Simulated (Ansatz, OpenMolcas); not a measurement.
## C2H7Ga (SMILES [CH3][GaH][CH3]): the energy, rung by rung

C2H7Ga: 10 atoms, total charge 0, spin state singlet. As SMILES, `[CH3][GaH][CH3]`. The shape is that of a PBE0-D4/def2-TZVP optimisation.

```tsv
atom	x (Å)	y (Å)	z (Å)
C	-1.0634	1.1428	-0.7118
Ga	0.6490	0.2661	-0.2813
C	0.6815	-1.3215	0.8869
H	-1.5337	0.6142	-1.5482
H	-0.9354	2.1838	-1.0115
H	-1.7597	1.0952	0.1286
H	1.9973	0.8365	-0.8726
H	0.6877	-0.9940	1.9323
H	1.5693	-1.9359	0.7305
H	-0.2096	-1.9383	0.7501
```

Quantity: the energy change with the C1–H4 bond stretched from 1.096 to 1.643 Å, in eV. The values are calculated.

| level | kind | program | value (eV) | less CCSD(T)/def2-SVP | CPU time (all runs) |
| --- | --- | --- | --- | --- | --- |
| SVWN5/def2-SVP (restricted) | LDA | OpenMolcas | 1.84 | -0.08 | 56 s |
| BLYP/def2-SVP (restricted) | GGA | Ansatz | 1.76 | -0.16 | 14 s |
| PBE/def2-SVP (restricted) | GGA | Ansatz | 1.82 | -0.10 | 14 s |
| revPBE/def2-SVP (restricted) | GGA | OpenMolcas | 1.81 | -0.11 | 76 s |
| BHLYP/def2-SVP (restricted) | global hybrid | Ansatz | 2.09 | +0.17 | 20 s |
| wB97M-V/def2-SVP (restricted) | range-separated hybrid | Ansatz | 2.00 | +0.08 | 2.8 min |
| wB97X/def2-SVP (restricted) | range-separated hybrid | Ansatz | 2.04 | +0.12 | 59 s |
| CCSD(T)/def2-SVP (restricted) | coupled cluster or CI | OpenMolcas | 1.92 | 0.00 | 3 min |

Differences are taken from CCSD(T)/def2-SVP (restricted) for orientation; it has basis-set and higher-order errors of its own. All-electron rows without a relativistic Hamiltonian named are non-relativistic. The first shape isn't each level's own minimum. The values span 1.76 to 2.09 eV. In the correlated wave-function rows the outer d shell of Ga is correlated, in sets not made for it. Times are those of the runs behind each value, whatever else they computed, on shared processors of several kinds: orders of magnitude only.

Stretching this methyl C–H bond costs 1.92 eV with CCSD(T). All four semilocal functionals fall below that value and all three hybrids lie above it. The cost reflects the loss of overlap between carbon's sp³-like hybrid and hydrogen 1s: the bonding σ level rises, the σ* level falls, and left-right correlation becomes more important. The contrast between BLYP at 1.76 eV and BHLYP at 2.09 eV points to the exchange part, probably because exact exchange in a restricted determinant lacks the left-right correlation that semilocal exchange partly mimics.

LDA's familiar overbinding doesn't appear here, which is no contradiction: that error concerns complete separation into fragments, whereas this bond is only partly stretched. Its closeness to the coupled-cluster value is therefore no sign of general reliability for bond energies. The energies describe a section of the singlet surface, not a C–H dissociation energy, and without a gallium-free counterpart they don't show whether the metal weakens the bond.
